Why do the 2s QED shifts in erbium ions barely move while the 2s level sinks by more than 3 keV?

These are Dirac-Hartree-Fock results for erbium stripped from 25 down to 6 electrons. The 2s eigenvalue deepens steadily, but the self-energy creeps from 15.89 to 16.92 eV, its ratio to vacuum polarisation never leaves −6.24, and the QED share falls. The step from Er56+ to Er57+ is flat, and the last four steps are much larger than the rest. What causes this?

Erbium ions, B-spline radial code 1: Dirac-Coulomb Hartree-Fock at the basis-set limit, averaged over the nl configuration, with a Fermi nucleus (rms radius 5.2516 fm). Self-energy and vacuum polarisation (Uehling plus Wichmann-Kroll) are first-order shifts of the 2s1/2 eigenvalue ε, positive meaning less bound; QED is their sum.

```
species   Z  charge (e)  electrons  configuration  ε(2s1/2) (eV)  self-energy (eV)  vacuum polarisation (eV)  self-energy / vac. pol.  QED / |ε| (ppm)
  Er43+  68          43         25       [Ar] 3d7       -12066.3             15.89                    -2.547                    -6.24             1110
  Er44+  68          44         24       [Ar] 3d6       -12211.1             15.91                    -2.551                    -6.24             1090
  Er45+  68          45         23       [Ar] 3d5       -12358.0             15.94                    -2.554                    -6.24             1080
  Er46+  68          46         22       [Ar] 3d4       -12506.9             15.96                    -2.558                    -6.24             1070
  Er47+  68          47         21       [Ar] 3d3       -12657.9             15.98                    -2.562                    -6.24             1060
  Er48+  68          48         20       [Ar] 3d2       -12810.9             16.01                    -2.567                    -6.24             1050
  Er49+  68          49         19       [Ar] 3d1       -12965.9             16.04                    -2.571                    -6.24             1040
  Er50+  68          50         18   [Ne] 3s2 3p6       -13123.0             16.07                    -2.575                    -6.24             1030
  Er51+  68          51         17   [Ne] 3s2 3p5       -13269.9             16.10                    -2.581                    -6.24             1020
  Er52+  68          52         16   [Ne] 3s2 3p4       -13418.2             16.13                    -2.586                    -6.24             1010
  Er53+  68          53         15   [Ne] 3s2 3p3       -13567.9             16.16                    -2.591                    -6.24             1000
  Er54+  68          54         14   [Ne] 3s2 3p2       -13719.0             16.20                    -2.597                    -6.24              991
  Er55+  68          55         13   [Ne] 3s2 3p1       -13871.4             16.23                    -2.603                    -6.24              983
  Er56+  68          56         12       [Ne] 3s2       -14025.2             16.27                    -2.608                    -6.24              974
  Er57+  68          57         11       [Ne] 3s1       -14170.8             16.27                    -2.608                    -6.24              964
  Er58+  68          58         10   [He] 2s2 2p6       -14317.4             16.28                    -2.611                    -6.24              955
  Er59+  68          59          9   [He] 2s2 2p5       -14591.7             16.44                    -2.636                    -6.24              946
  Er60+  68          60          8   [He] 2s2 2p4       -14868.4             16.60                    -2.662                    -6.24              937
  Er61+  68          61          7   [He] 2s2 2p3       -15147.6             16.76                    -2.687                    -6.24              929
  Er62+  68          62          6   [He] 2s2 2p2       -15429.3             16.92                    -2.713                    -6.24              921
```

Answer

The sizes first. The 2s1/2 eigenvalue ε is 12 to 15 keV deep, the self-energy raises the level by about 16 eV, and vacuum polarisation lowers it by about 2.6 eV, so the net QED shift is about a thousandth of |ε|. The natural unit, with α the fine-structure constant, mc² the electron rest energy, Z = 68 and n = 2, is

(α/π)(Zα)⁴mc²/n³ = 9.00 eV

in which the self-energy is 1.77 to 1.88 and vacuum polarisation −0.283 to −0.302. The signs are standard QED. Emitting and reabsorbing virtual photons smears the electron's position, so it feels less of the deep potential near the nucleus and is less bound. Virtual pairs make the nuclear potential stronger at short range, which binds it more.

Both terms act mostly within about a reduced Compton wavelength of the nucleus, under 0.01 bohr, against a mean 2s radius of 0.085 bohr. At fixed Z they therefore follow the 2s density at the nucleus, whereas ε follows the depth of the potential over the whole orbital. Charge lying wholly outside the 2s gives a constant potential inside. Taking it away lowers ε by that constant and exerts no force, so the orbital keeps its shape. Only charge that penetrates the 2s region reshapes it.

The orbital data of the same calculation fit this picture. From Er47+ to Er58+, |ε| rises 13.1 %, the 2s density at the nucleus 1.91 % and net QED 1.88 %. Over the whole series |ε| gains 27.9 % and net QED 6.5 %, so QED / |ε| falls at every step although QED itself does not weaken. The fixed ratio has the same origin: two terms that track one density keep their quotient, and its scatter of ±0.003 is what rounding allows. This tests nothing about the QED model, since short-range potentials of the bare nucleus and a hydrogenic L-shell self-energy are built in.

The step in ε can be estimated without parameters. With orbitals frozen, removing an electron deepens ε by its average repulsion with the 2s electron, direct minus exchange. For an s and a p electron the angular factor of exchange is 1/6:

Δ|ε| = F0(2s,2p) − G1(2s,2p)/6

F0 and G1 are the direct and exchange Slater integrals. In Er58+, weighting 2p1/2 and 2p3/2 as 1:2 by their degeneracy gives F0 = 307.3 eV and G1/6 = 28.3 eV, so the estimate is 279.0 eV. The table's step to Er59+ is 274.3 eV; the estimate is 1.7 % above it, with nothing fitted. The sign of the misfit is that of relaxation, since the remaining electrons contract and restore some screening, but that cause is argued and only this one step was checked.

The n = 3 steps, 145 to 157 eV, are about half as large because those shells sit at about 0.2 bohr. Within each shell the step grows as the rising charge pulls the shell inward. The cruder rule Δ|ε| = ⟨1/r⟩ of the removed electron holds only for charge wholly outside, and it overshoots: the true step is 0.88 of it for 3d in Er47+, 0.79 for 3p in Er53+ and 0.58 for 2p in Er58+. It also ranks 3s above 3p above 3d, whereas the step drops from 157.1 to 146.9 eV when 3p starts to empty and from 153.8 to 145.6 eV at 3s. Charge inside the 2s repels only as 1/r of the 2s electron, so inner lobes that inflate ⟨1/r⟩ count for less. The mean radii in Er47+ (3d 0.186, 3p 0.209, 3s 0.212 bohr) have the observed order, which is suggestive and no more.

Penetration is also the likely reason for the sizes of the 2p, 3p and 3d steps in QED. A 2p electron shares the 2s region and screens it from within, so each removal adds 0.16 eV of self-energy, against 0.033 eV on average for 3p, which has an inner lobe, and 0.026 eV for the nodeless 3d. So losing an n = 3 electron moves ε about half as much as losing a 2p electron, but QED on average only about a fifth as much or less.

The 3s breaks that picture: it penetrates, yet its two removals add only 0.01 eV of self-energy and 0.003 eV to the size of the vacuum polarisation. Here 3s closes over the closed 2s, the two can be rotated into each other at no cost in energy, and single-orbital values may jump by convention. The vacuum polarisation summed over all electrons is free of that choice, and it changes by +0.668 and +0.682 eV in the two steps, close to the loss of one 3s term (−0.665 eV in Er53+). That comparison is too coarse to show changes of a few thousandths of an eV in 2s, so the flat first step alone is no evidence of a physical effect. The second step, with 3s open before and empty after, is free of this rotation and is small too. That 2s–3s exchange offsets the screening change is an untested guess.

Two limits bite on use. Open-shell rows average over the nl configuration; the 2p1/2 and 2p3/2 levels lie 955 eV apart in Er58+, and real ions lose the more diffuse 2p3/2 electrons first, so the exact sizes of the 2p steps belong to the average and not to the ground levels, which would lose only 2p3/2 electrons from Er58+ to Er62+. And ε is the uncorrelated Dirac-Coulomb value without these shifts. The 2s Breit shift, taken as the zero-frequency (Gaunt plus retardation) term at frozen orbitals, is 22.31, 21.07 and 19.57 eV in Er47+, Er53+ and Er58+, which is 1.4 to 1.7 times net QED. It falls with charge while QED rises, as theory suggests for a two-electron term losing its partners.
